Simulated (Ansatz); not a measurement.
# TaN: energy above lowest point as volume scale varies

Free energy against uniform scaling of the volume at fixed shape and fractions; periodic cell, basis, potentials, k mesh and filling as listed. The results are calculated, by Ansatz 0.2.0.

The cell before it is scaled or strained (space group P-6m2, No. 187):
```
CELL_PARAMETERS angstrom
2.93800 0.00000 0.00000
-1.46900 2.54440 0.00000
0.00000 0.00000 2.88300
ATOMIC_POSITIONS crystal
Ta 0.33333 0.66667 0.50000
N 0.00000 0.00000 0.00000
```

Settings of every row: functional PBEsol; dispersion none; potentials PAW; wave cutoff 470 eV; density cutoff 1880 eV; k mesh 11x11x10; k shift 0x0x0; occupations fermi dirac; smearing width 0.1 eV; spin none.

Limits: coarse k mesh, up to 40 meV an atom off; no spin-orbit coupling, which can matter with elements this heavy.

| row | volume scale | V (Å³/atom) | energy above lowest point (meV/atom) |
| --- | --- | --- | --- |
| 1 | 0.92 | 9.914 | 59.5 |
| 2 | 0.9467 | 10.202 | 18.8 |
| 3 | 0.9733 | 10.488 | 0 |
| 4 | 1 | 10.776 | 0.1 |
| 5 | 1.0267 | 11.064 | 16.6 |
| 6 | 1.0533 | 11.35 | 47.3 |
| 7 | 1.08 | 11.638 | ? |

Question: what energy above lowest point should row 7 give?

Worked fit of energy above lowest point. Take u = (V_r/V)^(2/3) − 1 with V_r = 10.632 Å³ an atom, which is twice the finite (Eulerian) strain; such expansions in the strain, on which the Birch-Murnaghan equation of state is built, carry the rest volume and the bulk modulus. The shown rows have u = 0.04772, 0.02791, 0.00913, -0.00893, -0.0262, -0.04263. Least squares give energy above lowest point = −2.17 − 8.1 × u + 27132 × u² + 2473 × u³ meV/atom; a parabola predicts inner rows, each left out in turn, worse (root mean square 0.087 against 0.046 meV/atom). All shown rows lie on it to the printed digit. Its lowest point lies at u = 0.0001, or V = 10.63 Å³ an atom, and the curvature there gives the bulk modulus at fixed shape and fractions, B = (4/9)(1 + u)² E″(u)/V = 364 GPa. Letting shape and atoms relax would as a rule lower it, by much in layered, chain or molecular crystals. The withheld row has u = -0.05849, so the fit gives −2.17 − 8.1 × (-0.05849) + 27132 × (-0.05849)² + 2473 × (-0.05849)³ = 90.6 meV/atom.

The calculation gave 90.3 meV/atom. The fit lies 0.3 meV/atom (0.33 % of the column's range) above it; its largest miss of a shown row is 0.0 meV/atom. This row lies beyond the range of the fit.
